\section*{Appendix: Bounds and sum rules for Warren--Cowley parameters}

\subsection*{Premises and definitions}

(i) Atoms A and B fill the $N$ sites $\mathbf R_i$ of a Bravais lattice with periodic boundaries, one atom per site. (ii) The occupation variable $\xi_i$ is 1 for A and 0 for B. Configurations occur with arbitrary non-negative probabilities, denoted by $\langle\cdots\rangle$; equilibrium is assumed only where stated. (iii) Every pair quantity is averaged over the choice of origin, so ordered crystals are included. The concentrations are $c_A\equiv c=N^{-1}\sum_i\langle\xi_i\rangle$ and $c_B=1-c$, labelled so that $0<c_A\le c_B$.

Let $i+\mathbf R$ be the site at $\mathbf R_i+\mathbf R$ and
\begin{equation}
C(\mathbf R)=\frac1N\sum_i\langle\xi_i\,\xi_{i+\mathbf R}\rangle .
\end{equation}
Relabelling $i\to i-\mathbf R$ gives $C(-\mathbf R)=C(\mathbf R)$. The joint probabilities of the species at the origin (first index) and at $\mathbf R$ follow by inserting $1-\xi$ for B: $P_{AA}=C$, $P_{AB}=P_{BA}=c-C$, $P_{BB}=1-2c+C$. The conditional probability of B at $\mathbf R$ given A at the origin is $P_{AB}/c_A$, and the Warren--Cowley parameter is
\begin{equation}
\alpha_{\mathbf R}=1-\frac{P(B\text{ at }\mathbf R\,|\,A\text{ at }0)}{c_B}=1-\frac{c-C}{c_Ac_B}=\frac{C(\mathbf R)-c^2}{c_Ac_B},
\label{eq:def}
\end{equation}
where the last step uses $c_Ac_B-c=-c^2$. Since $N^{-1}\sum_i\langle(\xi_i-c)(\xi_{i+\mathbf R}-c)\rangle=C-c^2$, $\alpha_{\mathbf R}$ is the normalised covariance of the occupations. It is even in $\mathbf R$ and, because $P_{AB}=P_{BA}$, unchanged when A and B are exchanged. From $\xi_i^2=\xi_i$ follows $C(0)=c$ and $\alpha_0=1$. The shell parameter $\alpha_s$ is the mean of $\alpha_{\mathbf R}$ over the $Z_s$ vectors of neighbour shell $s$.

\subsection*{Pair bounds}

Solving Eq.~\eqref{eq:def} for $C$ gives
\begin{equation}
P_{AA}=c_A^2+c_Ac_B\alpha_{\mathbf R},\quad P_{BB}=c_B^2+c_Ac_B\alpha_{\mathbf R},\quad P_{AB}=c_Ac_B(1-\alpha_{\mathbf R}).
\end{equation}
Each is non-negative. $P_{AB}\ge0$ gives $\alpha_{\mathbf R}\le1$, $P_{AA}\ge0$ gives $\alpha_{\mathbf R}\ge-c_A/c_B$, and $P_{BB}\ge0$ gives $\alpha_{\mathbf R}\ge-c_B/c_A$, which is the weaker condition for $c_A\le c_B$. Hence
\begin{equation}
-\frac{c_A}{c_B}\le\alpha_{\mathbf R}\le1 .
\label{eq:pair}
\end{equation}
The lower limit means that no two minority atoms are separated by $\mathbf R$, the upper limit that every such pair is alike. Averaging over a shell carries both limits over to $\alpha_s$.

\subsection*{Positivity and sum rules}

For the $N$ wavevectors $\mathbf k$ allowed by the boundaries define
\begin{equation}
\alpha(\mathbf k)=\sum_{\mathbf R}\alpha_{\mathbf R}\,e^{-i\mathbf k\cdot\mathbf R},\qquad \delta\xi(\mathbf k)=\sum_i(\xi_i-c)\,e^{-i\mathbf k\cdot\mathbf R_i}.
\end{equation}
In $|\delta\xi|^2=\sum_{ij}(\xi_i-c)(\xi_j-c)e^{-i\mathbf k\cdot(\mathbf R_j-\mathbf R_i)}$ set $\mathbf R_j=\mathbf R_i+\mathbf R$. The sum over $i$ at fixed $\mathbf R$ is $Nc_Ac_B\alpha_{\mathbf R}$ on average, so
\begin{equation}
\alpha(\mathbf k)=\frac{\langle|\delta\xi(\mathbf k)|^2\rangle}{Nc_Ac_B}\ge0 .
\label{eq:pos}
\end{equation}
The orthogonality relation $N^{-1}\sum_{\mathbf k}e^{i\mathbf k\cdot(\mathbf R-\mathbf R')}=\delta_{\mathbf R\mathbf R'}$ inverts the transform. With $N^{-1}\sum_{\mathbf k}\to\Omega^{-1}\int d^3k$ over the Brillouin zone of volume $\Omega$,
\begin{equation}
\alpha_{\mathbf R}=\frac1\Omega\int d^3k\,\alpha(\mathbf k)\cos(\mathbf k\cdot\mathbf R),\qquad \frac1\Omega\int d^3k\,\alpha(\mathbf k)=\alpha_0=1 ,
\label{eq:sum}
\end{equation}
the sine part vanishing because $\alpha(\mathbf k)$ is even. Thus $\alpha(\mathbf k)/\Omega$ is a probability distribution over the zone. Ordering moves weight about and does not create any. For atoms at the lattice sites with scattering factors $f_A,f_B$, write $f_i=\bar f+\Delta f(\xi_i-c)$ with $\bar f=c_Af_A+c_Bf_B$ and $\Delta f=f_A-f_B$. The $\bar f$ term scatters only at reciprocal-lattice vectors $\mathbf G$, so elsewhere the intensity per site is $c_Ac_B|\Delta f|^2\alpha(\mathbf Q)$, and $\alpha(\mathbf Q)$ is the intensity in Laue units.

\paragraph{The point $\mathbf k=0$.} Here $\delta\xi=N_A-\langle N_A\rangle$, so
\begin{equation}
\sum_{\mathbf R}\alpha_{\mathbf R}=\frac{\operatorname{Var}N_A}{Nc_Ac_B}.
\end{equation}
At fixed composition the variance vanishes and $\sum_{\mathbf R\ne0}\alpha_{\mathbf R}=-1$. In equilibrium on a rigid lattice with weights $\exp[-(E-\mu N_A)/k_BT]$, $\mu=\mu_A-\mu_B$, differentiating $\langle N_A\rangle$ gives $k_BT\,\partial\langle N_A\rangle/\partial\mu=\operatorname{Var}N_A$, hence
\begin{equation}
\sum_{\mathbf R}\alpha_{\mathbf R}=\frac{k_BT}{c_Ac_B}\frac{\partial c}{\partial\mu}.
\end{equation}
For short-ranged correlations this sum is the limit of $\alpha(\mathbf k)$ for $\mathbf k\to0$. The two ensembles then differ at one point out of $N$, which shifts each $\alpha_{\mathbf R}$ by an amount of order $1/N$.

\paragraph{Long-range order.} Within one ordered domain let $p_i=\langle\xi_i\rangle$ and split $\xi_i-c=(\xi_i-p_i)+(p_i-c)$. The cross terms in Eq.~\eqref{eq:pos} vanish because $\langle\xi_i-p_i\rangle=0$, leaving two non-negative parts: superstructure peaks from $p_i-c$ and a diffuse part from $\xi_i-p_i$. By orthogonality the zone average of the diffuse part is $N^{-1}\sum_i p_i(1-p_i)/c_Ac_B$, and $N^{-1}\sum_ip_i^2=c^2+\overline{(p-c)^2}$, the bar being the site average. Therefore
\begin{equation}
\frac1\Omega\int d^3k\,\alpha_{\rm diff}(\mathbf k)=1-\frac{\overline{(p-c)^2}}{c_Ac_B}.
\label{eq:lro}
\end{equation}
The value 1 in Eq.~\eqref{eq:sum} includes the superstructure peaks; the diffuse part alone carries it only in the disordered phase.

\paragraph{Spectral bound.} Averaging Eq.~\eqref{eq:sum} over a shell makes $\alpha_s$ the mean of $\gamma_s(\mathbf k)=Z_s^{-1}\sum_{\mathbf R\in s}\cos(\mathbf k\cdot\mathbf R)$ under a probability distribution, so $\alpha_s\ge\min_{\mathbf k}\gamma_s$. For fcc, $\mathbf R=(a/2)(l,m,n)$ with $l+m+n$ even, shell 1 is $\langle110\rangle$ with $Z_1=12$ and shell 2 is $\langle200\rangle$ with $Z_2=6$. With $x=\cos(k_xa/2)$ and likewise $y,z$,
\begin{equation}
\gamma_1=\tfrac13(xy+yz+zx),\qquad \gamma_2=\tfrac23(x^2+y^2+z^2)-1 .
\label{eq:gamma}
\end{equation}
$\gamma_1$ is linear in each variable on $[-1,1]$, so its extremes lie at corners of the cube, where it equals $1$ (all signs equal) or $-1/3$. Hence $\alpha_1\ge-1/3$ on the fcc lattice at every composition.

\subsection*{Cluster bounds on the fcc lattice}

Take a cluster of $M$ sites, translate it over all lattice positions, and let $\nu=\sum\xi$ count its A atoms. The mean is $Mc$, and by Eq.~\eqref{eq:def} the variance over translations and configurations is $c_Ac_B\sum_{i,j}\alpha_{\mathbf R_j-\mathbf R_i}$, summed over the cluster sites. Since $\nu$ is an integer, $(\nu-J)(\nu-J-1)\ge0$ for every integer $J$. The mean of this product is $\operatorname{Var}\nu+(Mc-J)(Mc-J-1)$, so with $J=\lfloor Mc\rfloor$ and $\phi=Mc-J$,
\begin{equation}
c_Ac_B\sum_{i,j}\alpha_{\mathbf R_j-\mathbf R_i}\ge\phi(1-\phi),
\label{eq:int}
\end{equation}
with equality exactly when only $\nu=J$ and $J+1$ occur.

\paragraph{Triangle.} A nearest-neighbour triangle has three edges along the three $\langle110\rangle$ axes of a $\{111\}$ plane. Each of the six axes lies in two of the four planes, so averaging Eq.~\eqref{eq:int} over the planes gives $3c_Ac_B(1+2\alpha_1)\ge\phi(1-\phi)$. For $c\le1/3$, $J=0$ and Eq.~\eqref{eq:pair} is recovered. For $1/3\le c\le1/2$, $J=1$ and $\phi(1-\phi)=(3c-1)(2-3c)=9c_Ac_B-2$, so
\begin{equation}
\alpha_1\ge1-\frac{1}{3c_Ac_B}.
\end{equation}
This states that the fraction $2c_Ac_B(1-\alpha_1)$ of unlike bonds cannot exceed $2/3$, since at most two edges of a triangle are unlike. At $c=1/2$ it gives $\alpha_1\ge-1/3$, where the pair bound allows $-1$.

\paragraph{Tetrahedron.} The sites $(000),(110),(101),(011)$ have six edges, one along each $\langle110\rangle$ axis, and the inverted tetrahedron has the same edges. The shell average appears directly:
\begin{equation}
\operatorname{Var}\nu=4c_Ac_B(1+3\alpha_1)\ge\phi(1-\phi).
\label{eq:tetvar}
\end{equation}
Dropping the right side reproduces the spectral bound. For $c\le1/4$, $\phi=4c$ and $1+3\alpha_1\ge(1-4c)/(1-c)$, which is the pair bound. For $1/4\le c\le1/2$, $\phi(1-\phi)=(4c-1)(2-4c)=16c_Ac_B-2(1+2c)$. Together,
\begin{equation}
\alpha_1\ge\begin{cases}-\dfrac{c}{1-c}, & c\le\tfrac14,\\[2ex] 1-\dfrac{1+2c}{6c(1-c)}, & \tfrac14\le c\le\tfrac12 .\end{cases}
\label{eq:tet}
\end{equation}
The second branch equals $-1/3$ at both ends and is higher between them. Its derivative vanishes where $2c^2+2c-1=0$, at $c=(\sqrt3-1)/2=0.366$, where the bound is $(1-\sqrt3)/3=-0.244$. Positivity of $\alpha(\mathbf k)$ and the sum rule allow $-1/3$ there, so they are necessary for a set of $\alpha_{\mathbf R}$ to be realisable and not sufficient.

Equation~\eqref{eq:tet} is sharp. Every tetrahedron consists of one nearest-neighbour bond in a (001) plane $n$ and one in plane $n+1$. Let each plane be either pure B ($b_n=0$) or a checkerboard with A on one parity of $l$ ($b_n=1$), in which every in-plane bond holds one A atom. Then $\nu=b_n+b_{n+1}$ and $c=\bar b/2$. If no two pure planes are adjacent, $\nu$ is 1 or 2, equality holds, and $\bar b$ takes any rational value from $1/2$ to $1$. The sequence $1,1,0$ has $c=1/3$ and $\alpha_1=-1/4$. At $c=1/2$ all planes are checkerboards; equal parity in all of them is L1$_0$ with its axis along $x$. For $c<1/4$, replacing A atoms of the sequence $1,0$ by B leaves $P_{AA}=0$ in shell 1, which meets the first branch.

\paragraph{Octahedron.} Its six sites have twelve edges, two along each $\langle110\rangle$ axis, and three diagonals, one along each cube axis:
\begin{equation}
6c_Ac_B(1+4\alpha_1+\alpha_2)\ge\phi(1-\phi).
\end{equation}
At $c=1/4$, $6c=3/2$, $\phi(1-\phi)=1/4$ and $6c_Ac_B=9/8$, so
\begin{equation}
\alpha_2\ge-\tfrac79-4\alpha_1\qquad(c=\tfrac14).
\label{eq:oct}
\end{equation}

\subsection*{The L1$_2$ limit}

In perfect L1$_2$ the A atoms fill the simple cubic sublattice with $l,m,n$ all even, $c=1/4$. From an A atom, a vector with all indices even reaches A, so $P(B|A)=0$ and $\alpha_{\mathbf R}=1$; every other fcc vector has two odd indices and reaches B, so $\alpha_{\mathbf R}=1-4/3$. Both cases are contained in
\begin{equation}
\alpha_{lmn}=\tfrac13\left[(-1)^l+(-1)^m+(-1)^n\right],\qquad \alpha_1=-\tfrac13,\quad\alpha_2=1 .
\label{eq:l12}
\end{equation}
The three terms are $\cos(\mathbf k_X\cdot\mathbf R)$ for the three X points $(2\pi/a)\langle100\rangle$, counted modulo $\mathbf G$. So $\alpha(\mathbf k_X)=N/3$, $\alpha(\mathbf k)=0$ elsewhere, and each peak carries one third of the sum rule. At X, $\gamma_1=-1/3$ and $\gamma_2=1$. The pair, spectral and tetrahedron bounds on $\alpha_1$ coincide at $c=1/4$, and L1$_2$ meets all three.

The value $\alpha_1=-1/3$ does not identify the structure. By Eq.~\eqref{eq:tetvar} it means $\nu=1$ in every tetrahedron, which holds for the stacking $1,0$ whatever the parity of each checkerboard. Alternating parity gives D0$_{22}$, in which an A atom has four A and two B second neighbours, so $\alpha_2=1-(1/3)(4/3)=5/9$. This meets Eq.~\eqref{eq:oct}, hence $5/9\le\alpha_2\le1$ at $\alpha_1=-1/3$, with both ends attained. The pair $(-1/3,1)$ does fix L1$_2$: $\alpha_2=1$ makes each of the four simple cubic sublattices uniform, a tetrahedron has one site on each, and $\nu=1$ leaves exactly one sublattice to A.

For partial order at $c=1/4$ let $p=(1+3\eta)/4$ on one sublattice and $(1-\eta)/4$ on the other three. Then $\overline{(p-c)^2}=3\eta^2/16$, and Eq.~\eqref{eq:lro} leaves $1-\eta^2$ in the diffuse part. If the sites are otherwise independent, $p_i-c$ is $\eta$ times its perfect value, so $\alpha_{\mathbf R\ne0}$ is $\eta^2$ times Eq.~\eqref{eq:l12} and $\alpha_1=-\eta^2/3$.

\paragraph{What $\alpha_1$ fixes at $c=1/4$.} Let $w_\nu$ be the fraction of tetrahedra with $\nu$ A atoms. The mean $\nu=1$ requires $w_0=w_2+2w_3+3w_4$, so
\begin{equation}
1-w_1=2w_2+3w_3+4w_4,\qquad \operatorname{Var}\nu=2w_2+6w_3+12w_4 .
\end{equation}
Term by term $\operatorname{Var}\nu/3\le1-w_1\le\operatorname{Var}\nu$, and with $\operatorname{Var}\nu=\tfrac34(1+3\alpha_1)$,
\begin{equation}
\tfrac14-\tfrac94\alpha_1\le w_1\le\tfrac34-\tfrac34\alpha_1 .
\label{eq:w1}
\end{equation}
The random alloy has $w_1=4(1/4)(3/4)^3=27/64$, which the lower limit exceeds once $\alpha_1<-11/144$.

\paragraph{Truncated sets.} A list of parameters cut after a few shells must itself give $\alpha(\mathbf k)\ge0$ if it is read as complete. With one shell, $1+12\alpha_1\gamma_1\ge0$ requires $-1/12\le\alpha_1\le1/4$. With two shells and $\alpha_1<0$, put $r^2=x^2+y^2+z^2$ in Eq.~\eqref{eq:gamma}. Because $xy+yz+zx\le r^2$ with equality at $x=y=z$,
\begin{equation}
\alpha(\mathbf k)=1+12\alpha_1\gamma_1+6\alpha_2\gamma_2\ge1-6\alpha_2+4(\alpha_1+\alpha_2)r^2 ,
\end{equation}
which is linear in $r^2\in[0,3]$ and attained along $\Gamma$L. The minimum is at L ($r=0$) or $\Gamma$ ($r^2=3$), so positivity is equivalent to
\begin{equation}
-\tfrac16-2\alpha_1\le\alpha_2\le\tfrac16 ,
\label{eq:two}
\end{equation}
which has solutions only for $\alpha_1\ge-1/6$, half the L1$_2$ limit.

\subsection*{Range of validity}

Equations~\eqref{eq:pair}, \eqref{eq:pos}, \eqref{eq:sum} and the cluster bounds are exact for any binary occupation of a Bravais lattice, at any temperature and out of equilibrium; a free surface adds corrections of the order of the surface-to-volume ratio. They concern site occupations and survive displacements as long as each atom can be assigned to a site. Vacancies or a third species turn $\alpha(\mathbf k)$ into a positive semidefinite matrix in the species indices, and a lattice with a basis into a matrix in the sublattice indices. A mixed fcc sublattice of a compound is covered as it stands. The bounds \eqref{eq:tet} and \eqref{eq:oct} hold for shell averages, and for single vectors only when all vectors of a shell are equivalent. The L1$_1$ (CuPt-type) order known from epitaxial Ga$_{0.5}$In$_{0.5}$P shows the distinction: in its perfect form $\alpha_{lmn}=\cos[\pi(l+m+n)/2]$, six first neighbours have $\alpha_{\mathbf R}=-1$, six have $+1$, and $\alpha_1=0$.

The sum rule holds for $\alpha(\mathbf k)$, not for the raw diffuse intensity, which static displacements $\mathbf u_i$ modify. To first order in $\mathbf u$ and $\xi-c$ the amplitude at $\mathbf Q=\mathbf G+\mathbf q$, $\mathbf q\neq0$, is $\Delta f\,\delta\xi(\mathbf q)-i\bar f\,\mathbf Q\cdot\mathbf u(\mathbf q)$, with $\mathbf u(\mathbf q)$ transformed like $\delta\xi$. For small $q$ take an isotropic continuum with Lam\'e constants $\lambda,\mu_s$, bulk modulus $K$, Poisson ratio $\sigma$ and stress-free linear strain $L\,\delta\xi$, $L=a^{-1}da/dc$. Equilibrium reads $(\lambda+\mu_s)\nabla(\nabla\cdot\mathbf u)+\mu_s\nabla^2\mathbf u=3KL\nabla\delta\xi$. The source is a gradient, so $\mathbf u\parallel\mathbf q$ and $i\mathbf q\cdot\mathbf u=\kappa L\,\delta\xi$ with $\kappa=3K/(\lambda+2\mu_s)=(1+\sigma)/(1-\sigma)$. In Laue units,
\begin{equation}
I(\mathbf Q)=\alpha(\mathbf q)\left[1-\varepsilon\,\frac{\mathbf Q\cdot\mathbf q}{q^2}\right]^2,\qquad \varepsilon=\frac{\bar f\kappa L}{\Delta f},
\label{eq:size}
\end{equation}
for real $f$. Near $\mathbf G\ne0$ the cross term contains a part odd in $\mathbf q$ (size effect) and the square a part growing as $q^{-2}$ (Huang scattering). These terms, thermal diffuse scattering and incoherent background have to be separated before Eq.~\eqref{eq:sum} applies, and a recovered $\alpha_0\ne1$ signals an incomplete separation or a faulty intensity scale.

\subsection*{Illustration: Cu$_3$Au}

Here A $=$ Au, $c=1/4$. The compiled measured lattice constant is $a=3.75\times10^{-10}$~m (Nepal 2019, temperature not stated); it sets the scales and does not enter any $\alpha_{\mathbf R}$. The first shell lies at $a/\sqrt2=2.65\times10^{-10}$~m, the X points at $2\pi/a=1.68\times10^{10}$~m$^{-1}$, and $\Omega=(2\pi)^3/(a^3/4)=1.88\times10^{31}$~m$^{-3}$. In perfect L1$_2$ each superstructure peak has integrated weight $\Omega/3=6.27\times10^{30}$~m$^{-3}$ in Laue units.

For the disordered alloy somewhat above its ordering temperature (approximately 660~K) take three illustrative inputs for $\alpha_1$, chosen to span the values typical of that state; they are assumed, and a value from a scattering experiment would be inserted in their place. The table lists the number of Cu first neighbours of Au, $Z_{\rm Cu}=12c_B(1-\alpha_1)$ (9 in the random alloy), the fraction $-3\alpha_1$ of the limit, the range \eqref{eq:w1}, the octahedron bound \eqref{eq:oct}, and the lower end of the two-shell window \eqref{eq:two}, whose upper end is $0.167$.
\begin{equation*}
\begin{array}{cccccc}
\alpha_1 & Z_{\rm Cu} & -3\alpha_1 & w_1 & \alpha_2^{\min}\text{ (oct.)} & -\tfrac16-2\alpha_1\\ \hline
-0.12 & 10.1 & 0.36 & 0.52\text{ to }0.84 & -0.30 & 0.073\\
-0.16 & 10.4 & 0.48 & 0.61\text{ to }0.87 & -0.14 & 0.153\\
-0.20 & 10.8 & 0.60 & 0.70\text{ to }0.90 & 0.02 & 0.233\\
-1/3 & 12 & 1 & 1 & 0.56 & 0.500
\end{array}
\end{equation*}
All three inputs lie below $-1/12=-0.083$, so none can stand without further shells, and $-0.20$ needs at least three shells. All lie below $-11/144=-0.076$, so AuCu$_3$ tetrahedra are necessarily more frequent than the random $27/64=0.42$. The value $-0.16$ is also produced by long-range order with independent sites at $\eta=\sqrt{0.48}=0.69$; that state puts $0.48$ of the weight into sharp peaks and $0.52$ into a flat background, while the disordered state holds all of it in the diffuse part. A first-shell parameter alone does not tell the two apart.

For the size of the displacement terms take approximate lattice constants of $4.08\times10^{-10}$~m (Au) and $3.61\times10^{-10}$~m (Cu) with linear interpolation, $L\approx0.13$; a typical $\sigma\approx0.35$, $\kappa\approx2.1$; and forward x-ray factors equal to the atomic numbers 79 and 29, $\bar f/\Delta f=41.5/50=0.83$. Then $\varepsilon\approx0.2$. At small $q$ around $\mathbf G=0$ Eq.~\eqref{eq:size} scales the intensity by $(1-\varepsilon)^2\approx0.6$, and near a fundamental reflection the correction is of order unity for $q\lesssim\varepsilon G$. This is an order-of-magnitude figure of the isotropic model, since the alloy is elastically anisotropic, but it shows that the displacement terms rival the short-range-order modulation.

The same bounds hold on the fcc cation sublattice of the channel material In$_{0.53}$Ga$_{0.47}$As. With $c=0.47$ the pair bound is $-0.887$ and the triangle bound $-0.338$, while Eq.~\eqref{eq:tet} gives the sharp limit $\alpha_1\ge-0.298$.

For Cu$_3$Au the exact statements are $\alpha_1\ge-1/3$ and $5/9\le\alpha_2\le1$ at that limit. With the assumed central input $\alpha_1=-0.16$, chosen as typical, the model's alloy is $0.48$ of the way to the limit, has $10.4$ Cu neighbours per Au atom, and has between $0.61$ and $0.87$ of its tetrahedra in the AuCu$_3$ composition of the ordered phase.